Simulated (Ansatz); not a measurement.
## Ligand exchange: C3H5F + Sn(CH3)(SH) → C3H6S + Sn(CH3)F

Species: C3H5F (allyl fluoride) `C=CCF`, singlet; Sn(CH3)(SH), singlet; C3H6S `C=CCS`, singlet; Sn(CH3)F, singlet. The partners trade F for SH: C–F and Sn–SH bonds give way to C–SH and Sn–F.

Shapes, held fixed at every level: PBE0-D4/def2-TZVP. Flexible molecules stand in one conformer, not always the lowest. Programs: Ansatz 0.2.0. Electronic energies: no zero-point or thermal term.

| level | kind | ΔE (kJ/mol) | less CCSD(T)/def2-TZVPP |
| --- | --- | --- | --- |
| HF/def2-TZVPP | Hartree–Fock | -16.1 | +7.6 |
| PBE-D4/def2-TZVPP | GGA | -23.8 | -0.1 |
| PBE0-D4/def2-TZVPP | global hybrid | -20.7 | +3.0 |
| wB97M-V/def2-TZVPP | range-separated hybrid | -27.8 | -4.1 |
| B2PLYP/def2-TZVPP | double hybrid | -26.9 | -3.2 |
| MP2/def2-TZVPP | perturbation theory | -29.6 | -5.9 |
| CCSD(T)/def2-TZVPP | coupled cluster or CI | -23.7 | 0.0 |

The highest level, CCSD(T)/def2-TZVPP, gives ΔE = -23.7 kJ/mol; the levels span -29.6 to -16.1. The column of differences is taken from that level and isn't an error. No measured value is set beside it here. For atoms past krypton def2 sets carry core potentials with scalar relativity. Outer-core shells of Sn are correlated in most correlated rows, in sets that cover them unevenly.

Every level makes the exchange exothermic, so fluorine prefers tin and the thiolate group prefers carbon, with CCSD(T) placing the gain at -23.7 kJ/mol. The preference fits the polarity of the bonds: tin(II) is far more electropositive than carbon, and the small, hard fluoride gains more from a strongly ionic Sn–F bond than the softer, more polarisable SH group gains from Sn–S. The gain stays modest because a strong, itself polar C–F bond must be given up, and only part of that cost is recovered in the C–S bond.

Hartree–Fock gives the weakest driving force and MP2 the strongest, so electron correlation favours the products on balance, and second-order theory probably overstates that contribution. The near-coincidence of PBE-D4 with CCSD(T) may well reflect cancelling errors and is no basis for ranking functionals. The energies concern isolated monomers; fluoride bridging between tin(II) centres, common in condensed phases, could shift the balance appreciably.
